Squeeze or stretch a rocksalt crystal of BiTe by a few percent in one plane, and let the third axis find its own length. The price is a few gigapascals of in-plane stress and some tens of meV per atom at most. A film held by its substrate but free to change its thickness is strained in the same way. The cubic crystal appears here with $c/a = 1.414$ because $a$ is measured along half a face diagonal; every strained cell is tetragonal.

Rocksalt BiTe under biaxial strain in the ab plane, with c relaxed, computed with Ansatz 0.2.0 (PBE, plane-wave PAW, scalar-relativistic, no spin polarisation; cutoff 420 eV, 12×12×8 k mesh, Gaussian smearing of 0.1 eV). The four-atom cell has a = b = 4.598 Å and c = 6.502 Å at zero strain. Stress is positive in compression, and stress yy equals stress xx.

| strain (%) | energy change (meV/atom) | volume change (%) | c over a | stress xx (GPa) | stress zz (GPa) |
| --- | --- | --- | --- | --- | --- |
| -4.5 | 62.3 | -6.92 | 1.511 | 6.72 | 0.01 |
| -3.0 | 27.3 | -5.13 | 1.470 | 4.47 | 0.01 |
| -1.5 | 6.3 | -2.68 | 1.440 | 2.09 | -0.01 |
| 0 | 0.0 | 0.00 | 1.414 | -0.02 | -0.02 |
| 1.5 | 5.8 | 2.55 | 1.387 | -1.64 | 0.00 |
| 3.0 | 21.0 | 5.10 | 1.360 | -2.92 | 0.00 |
| 4.5 | 43.6 | 7.63 | 1.334 | -3.91 | -0.01 |

Stress is positive in compression. Stress xx acts in the strained plane, and stress zz, along the free axis $c$, is zero to within 0.02 GPa. Symmetry holds the atoms in their places, so the rows show how this structure responds to strain, not whether it is stable. BiTe is in fact known as a layered crystal.

**(a) How strongly does $c$ answer when the plane is stretched, and what in the structure sets this response?**

*Solution.* To keep its volume, the crystal would have to shorten $c$ by about twice the in-plane strain. It shortens $c$ by only about a third of that strain, and this ratio hardly changes from one tension step to the next. At +4.5 % the volume has grown by 7.6 %, against 9.2 % if $c$ had not moved at all.

The right angles of rocksalt explain much of this. Each atom has its six nearest neighbours along three perpendicular lines, so stretching the bonds in the plane leaves the length of the bonds along $c$ untouched. What couples the axes is less direct: the diagonal contacts between like atoms, and the electrons, whose energy depends on the shape and volume of the whole cell. In this crystal these links turn out to be weak. The diagonals are the easier link to picture: when the plane widens, those that lead out of it are lengthened, which would draw $c$ a little shorter.

Elasticity puts this into two constants. $C_{11}$ is the stiffness along a bond line, and $C_{12}$ is the coupling between perpendicular lines. With $\varepsilon$ the in-plane strain and $\varepsilon_c$ the strain of $c$, zero stress along $c$ means

$$2C_{12}\,\varepsilon + C_{11}\,\varepsilon_c = 0, \qquad \varepsilon_c = -2\,\frac{C_{12}}{C_{11}}\,\varepsilon .$$

Springs between nearest neighbours alone would give $C_{12}=0$ and a $c$ that does not move. The rows at ±1.5 % give roughly 114 GPa for $C_{11}$ and 14 GPa for $C_{12}$, so the coupling is present but weak.

**(b) Estimate the energy of a 3 % strain from the stresses near zero strain. Why does squeezing cost more than stretching?**

*Solution.* The free axis slightly softens the plane. Inserting $\varepsilon_c$ into the in-plane stress gives the stiffness

$$Y = C_{11} + C_{12} - \frac{2C_{12}^2}{C_{11}},$$

which is 124 GPa here. Two equal stresses do work, each growing in proportion to the strain, so the energy per atom is $Y\varepsilon^2V$, with $V$ the volume per atom. Since 1 eV/Å³ is 160 GPa,

$$E \approx \frac{124 \times 0.03^2 \times 34.4}{160}\ \text{eV} \approx 24\ \text{meV}.$$

The table has 21.0 meV for stretching and 27.3 meV for squeezing. The estimate used only the stresses at ±1.5 %, and it falls between the two because a parabola cannot tell the directions apart.

The difference comes from the shape of a bond's energy curve. A shortened bond stiffens as the electron clouds are pushed into each other, while a lengthened bond weakens. The stresses show the weakening directly: under tension, each further 1.5 % of strain adds less stress than the one before.

A Morse curve is the simplest form with this asymmetry, $E = A(1-e^{-sx})^2$, where $x$ is the change in length of an in-plane bond. Squeezing then costs $e^{2sx}$ times as much as stretching by the same $x$. At 4.5 % strain $x$ is 0.146 Å (0.045 × 3.25 Å), and with $s = 1.22$ per Å the factor is 1.43, as in the table. The two constants were fitted to all seven rows, these included, so the agreement shows that one asymmetry parameter suffices, not that the curve predicts. The fit misses by about 1 meV at worst, where a parabola misses by almost 10 meV. Since $A$ also absorbs the relaxation of $c$, it is not a bond energy.

**(c) Where does compression leave this regular pattern, and how are the irregularities connected?**

*Solution.* Under compression $c$ first lags and then overshoots. In the first step it lengthens by only 0.2 of the in-plane strain, in the second by about 0.35, and in the last by 0.8. Carrying over the steady ratio of the tension side would give a lengthening of 1.4 % at −4.5 %, but the calculation gives 2.1 %. The stress left along $c$ is far too small to explain this.

Stress xx is irregular in the same place. It rises by 2.11 GPa in the first compression step and by 2.38 GPa in the second, as stiffening bonds should make it. In the last step it rises by only 2.25 GPa.

Elasticity connects the two. A crystal that can escape along $c$ pushes back less in the plane, which is the meaning of the negative term in $Y$. Near zero strain this relief is slight, but it grows when $c$ yields more readily. If only the coupling of $c$ to the plane has strengthened, the extra relief in the last step is about 0.5 GPa, though an equal rise of the coupling within the plane would cancel most of it. If $c$ itself has softened, the extra relief is about 0.1 GPa. The last rise in stress is 0.13 GPa smaller than the one before, and about 0.4 GPa smaller than if the rises had gone on growing evenly. The missing stress is thus of a similar size, so the long $c$ and the weak rise in stress are plausibly one event, though the estimate is crude.

Why $c$ yields so readily remains open. One guess starts from the electron count: Bi and Te bring seven p electrons per pair, and six fill the Te p shell. The seventh makes the crystal a metal, as the calculation finds it. It is expected to sit in bands of mainly Bi p character that are antibonding between Bi and Te. A longer $c$ should then lower the states built from p orbitals along it, and electrons moving into them would favour a still longer $c$.

The calculation offers only a blunt test of this guess. Its smearing term, a rough count of states near the Fermi level, rises by 18 % between −1.5 % and −3 %, where $c$ responds about as it does under tension, but only slightly in the last step, where $c$ yields most. It rises by 17 % between 0 and +3 % too, where $c$ behaves regularly, so it does not single out the irregular rows. An error from the k mesh, to which a metal is sensitive, is also possible. Bands resolved by orbital and a denser mesh would help to decide, and spin–orbit coupling, left out here, is large for Bi 6p and could shift the very bands in question.

The printed output after this text gives the steps, the elastic estimates and the fits.

Numerical output:

```
Response of c and steps from the row above:
   row  c in A  c strain in %  volume change in % if c were fixed  c shrinkage per in-plane strain in step  fall of stress xx in GPa  energy step in meV/atom  step from stress in meV/atom
  -4.5   6.636          2.059                              -8.798                                      n/a                       n/a                      n/a                           n/a
  -3.0   6.556          0.829                               -5.91                                   0.8197                      2.25                      -35                        -35.14
  -1.5   6.522         0.3066                              -2.977                                   0.3482                      2.38                      -21                        -20.71
   0.0   6.502              0                                   0                                   0.2044                      2.11                     -6.3                         -6.58
   1.5   6.472        -0.4586                               3.022                                   0.3058                      1.62                      5.8                         5.396
   3.0   6.441        -0.9332                                6.09                                   0.3164                      1.28                     15.2                         14.92
   4.5   6.408          -1.44                               9.202                                   0.3379                      0.99                     22.6                         22.55
Biaxial modulus near zero strain, GPa: 124.3
Rough C11, GPa: 113.5
Rough C12, GPa: 14.48
Largest error of c strain from residual stress zz, %: 0.01761
Energy at -4.5 % over energy at +4.5 %: 1.429
fit of cs on 4 rows (strain_series >= 0): coefficient of strain_series -0.3164 +/- 0.0029; rms 0.0139, worst 3.0 -0.0161, leave-one-out rms 0.0266
  rows outside the fit (model, value, miss): -4.5 1.424, 2.059, -0.635; -3.0 0.9493, 0.829, 0.12; -1.5 0.4746, 0.3066, 0.168
fit of energy_change_curve on 7 rows: coefficient of eps**2 26268 +/- 1812; rms 5.28, worst 4.5 9.59, leave-one-out rms 8.72
fit of energy_change_curve on 7 rows: coefficient of (1-exp(-s*bond))**2 1635 +/- 11, s 1.223; rms 0.484, worst -3.0 -1.08, leave-one-out rms 1.66
Extra stress relief if the coupling grew and c stayed stiff, GPa: 0.469
Extra stress relief if c softened and the coupling stayed, GPa: 0.1024
Smearing term at -3 % over that at -1.5 %: 1.182
Smearing term at +3 % over that at 0 %: 1.174
```
